# Halfway across: a rigid slide in bcc titanium

## The question

Take a crystal of body-centred cubic (bcc) titanium, cut it along a (011) plane, and push the upper half sideways along [01-1] as one rigid block. The energy changes because the atoms facing each other across the cut no longer sit where the perfect crystal puts them. How large is this cost when the block has gone halfway to its next equivalent position?

The slip is given as a fraction of the full slip vector, whose length is √2 × 3.21 Å = 4.54 Å. The fault energy is the energy above the undisturbed crystal per area of cut. The shear traction is its slope along the slip, the sideways stress that would hold the block in place. The energies come from density functional theory with the PBEsol functional, on PAW datasets made for the related PBE functional. The cut repeats every four atomic layers, and how far neighbouring cuts affect each other is not tested here. The last two rows are hidden for now. A slipped cell no longer has the full symmetry of the bcc crystal.

Rigid, unrelaxed slide of bcc titanium (a = 3.210 Å) across a (011) plane, one fault per four-layer cell; the full slip vector is a[01-1]. Computed with Ansatz 0.2.0, plane-wave PAW, scalar-relativistic PBEsol without spin polarisation, 420 eV cutoff, Gamma-centred 22×22×7 k mesh and 0.15 eV Gaussian smearing. Energies are free energies relative to the undisturbed crystal.

```csv
slip (fraction of the slip vector),fault energy (mJ/m²),shear traction (GPa (slope of the fault energy along the slip))
0,0,0.00
0.0833,-61,-1.48
0.1667,18,6.08
0.25,351,10.09
0.3333,697,8.19
0.4167,?,?
0.5,?,?
```

## A dip before the climb

The first step lowers the energy, to −61 mJ/m². The perfect crystal is therefore not the most stable arrangement on this path. For bcc titanium such an instability is well known: at low temperature the structure tends to transform towards the hexagonal one, and sliding of these planes is part of that transformation. At high temperature, atomic vibrations stabilise the bcc form.

The dip is shallow, about 28 meV for a cell of four atoms. Its lowest point lies a little further along: the traction is still negative at slip 0.0833 and has turned positive by 0.1667. At slip 0.1667 the energy is back near zero, and its small positive value is too close to zero for its sign to be trusted without a test of smearing and k mesh.

After that the energy climbs steeply, to 697 mJ/m² at one third of the slip vector. The forecast has to continue this climb.

## Atoms riding over atoms

In the perfect crystal, each atom at the cut rests in a hollow of the layer opposite. It has two neighbours there at 2.78 Å and two more at 3.21 Å. Sliding carries it sideways out of the hollow, until it faces a single atom head-on.

In a free crystal, the two halves would move apart as the atoms come near that position. Here they cannot, because the layer spacing is held at 3.21 Å/√2 = 2.27 Å. After a very slight lengthening in the first step, the shortest contact across the cut therefore shrinks, from 2.78 Å at the start to 2.39 Å at slip 0.3333. At slip 0.5 one atom sits exactly on top of another, only 2.27 Å away.

Geometry gives these distances exactly. That the squeezed contact causes the climb is an argument from the physics of short-range repulsion. The table shows only that the climb and the squeeze go together, but the computed forces fit the argument: at slip 0.3333 they push the atoms on either side of the cut away from each other.

Symmetry adds a firm condition. From the on-top position, a small slide forward is equivalent to a small slide back. The slope of the energy must therefore vanish at slip 0.5, whatever the forces between the atoms.

## A model of contacts

The simplest way to turn this picture into numbers is to let each contact across the cut cost an energy that falls exponentially with its length r:

fault energy = A × [S(slip) − S(0)], with S = sum of exp(−(r − 2.78 Å)/ρ)

The sum runs over six contacts of one atom, among them the closest ones at every slip. The strength A and the decay length ρ were fitted by least squares to the five known energies, giving A = 351 mJ/m² and ρ = 0.2825 Å. The two constants can partly make up for each other, so neither should be read as a property of titanium.

The on-top position, which was not part of the fit, can be worked out by hand. The contact at 2.27 Å contributes exp(0.51/0.2825) ≈ 6.1 to S, and four contacts at about 3.6 Å add 0.2 together. The undisturbed crystal has S(0) ≈ 2 + 2 exp(−0.43/0.2825) ≈ 2.4. The difference is 3.9, and 3.9 × 351 mJ/m² comes close to the model's unrounded value of 1361 mJ/m².

The model contains repulsion only, and with the fitted constants it gives no dip in any of the rows. In the first slipped row it gives 4 mJ/m² where the calculation gives −61.

## An alternative that fits better

One can also ignore the atoms and use symmetry alone, writing the energy as a sum of three cosine waves along the slip. Fitted to the same five energies, this series has a typical error of 7 mJ/m², against 45 for the contact model. It follows the dip as well as the climb. It has three constants to adjust, however, against two. When each known row in turn is left out of the fit, the two models miss it about equally badly, typically by 144 mJ/m² for the series and 138 for the contact model.

Continued into the hidden region, however, it gives 752 mJ/m² at slip 0.4167 and then falls to 701 at 0.5. That would put a slight hollow where the contact is shortest. For this reason the contact model was preferred, in spite of its poorer fit.

## The forecast

The energy should keep rising to a maximum at slip 0.5, and the climb should slacken only in the last step. The contact model gives 1163 ± 200 mJ/m² at slip 0.4167 and 1361 ± 300 mJ/m² at 0.5. These ranges are judgements, not statistical errors.

The traction at 0.4167 should be positive. Between slip 0.3333 and 0.5 the forecast energy rises by 1361 − 697 = 664 mJ/m² over 4.54 Å/6 = 0.757 Å, which corresponds to 8.8 GPa; the judged range is ± 3 GPa. At 0.5 symmetry makes the traction zero.

The forecast did not rest on the known energies alone. If the printed tractions were slopes of one curve drawn through every point of the scan, they would carry traces of the hidden energies. Before the model and its ranges were settled, the known tractions had been worked backwards on that assumption, with a wave series as the curve. That gave hidden energies of about 1040 and 1280 mJ/m². The fit itself used no tractions, but the choice of model was made with these figures in view.

## The computed values

The withheld rows as computed:

```csv
slip (fraction of the slip vector),fault energy (mJ/m²),shear traction (GPa (slope of the fault energy along the slip))
0.4167,940,3.91
0.5,1005,0.00
```

The qualitative forecast holds in part. The energy rises further and the on-top position is the highest point of the scan, but the climb slackens one step earlier than forecast. The model was chosen for having its crest there, so even the part that holds is a weak test. The numbers fail. The contact model is too high by 223 mJ/m² at slip 0.4167 and by 356 at 0.5, which is 24 % and 35 % of the computed values. Both misses lie outside the stated ranges.

The traction at 0.4167 misses as well, with 8.8 GPa forecast and 3.91 computed. The zero at 0.5 is right, but symmetry guaranteed it.

The cosine series errs in the other direction, by 188 and 304 mJ/m². Its errors are somewhat smaller than those of the preferred model, though it wrongly lets the energy fall over the last step. The backward calculation from the tractions was also too high, by about 100 and 270 mJ/m². Each printed traction follows from the stress and the forces in its own row, not from a curve drawn through the other energies. It is still a slope of the same energy curve, but a wave series through seven points can be expected to match it only approximately, and the backward formulas magnify a small mismatch into a large shift of the energies. The known tractions do say something about the crest, as the next two sections show, but not by this route.

## What the known rows were already saying

The warning lay in the steps between neighbouring rows. From slip 0.1667 to 0.25 the energy rises by 351 − 18 = 333 mJ/m², and over the next equal step by 697 − 351 = 346. From step to step, the climb had almost stopped getting steeper. The traction, which is the slope at a single point, had already fallen from 10.09 to 8.19 GPa. The contact model, by contrast, nearly doubles its step over the same stretch, from about 228 to 418 mJ/m².

Part of the reason is the missing dip. The model is too high in the first two slipped rows, and a longer decay length would make it higher still there. The fit therefore settles on a short decay length, which keeps the early energies low but makes the later climb too steep. A fault at small slip is thus passed on, enlarged, to the crest.

A second reason is possible, though these rows do not isolate it. Bonding in a metal is not a sum of independent pairs: an atom with fewer neighbours binds more strongly to each of those that remain. On top, one very close neighbour replaces the four near ones of the hollow, and the next four lie about 3.6 Å away. Stronger bonding to that neighbour would offset some of the repulsion, and a purely repulsive model leaves this out. A pair repulsion that rises less steeply than an exponential at short range would be expected to lower the crest as well, and the table cannot tell the two apart.

## A simpler way to the crest

With the answer known, a better estimate is easy to find. Near a smooth, symmetric crest the slope falls roughly in a straight line to zero. The last known step is centred 2.5 steps before the crest, and the two hidden ones 1.5 and 0.5 steps before it. Their heights should then stand in the ratio 5 : 3 : 1.

The last known step is 346 mJ/m², so the next two should be about 208 and 69. Added to 697, they give 905 and 974 mJ/m², where the calculation has 940 and 1005. This was done after the reveal and is no test. It shows only that one simple reading of the known energies and the symmetry comes close; the cosine series uses the same information and does not.

The last known traction is a better start for the straight line, because it belongs to a point nearer the crest. If 8.19 GPa falls evenly to zero over the remaining 0.757 Å, the energy gains half of 8.19 GPa × 0.757 Å, or 310 mJ/m². That puts the crest at 1007 mJ/m², though this too was found only after the reveal.

For another rigid slide, geometry can again show where atoms come to sit on top of each other, and symmetry whether the slope must vanish there. Whether the straight-line estimate would serve as well is not tested here.

## What the numbers mean for strength

The largest traction in the table, about 10 GPa at slip 0.25, is roughly the stress needed to push whole planes over each other at fixed spacing. Real metals yield at far lower stresses because dislocations move the slip forward a little at a time. Ordinary glide in bcc metals also follows a different direction, along ⟨111⟩, so the crest found here is not its barrier.

The crest of 1005 mJ/m² also belongs to a crystal that was not allowed to relax. If the two halves could move apart, the on-top contact would lengthen and the energy would drop, by an amount that this scan does not give.
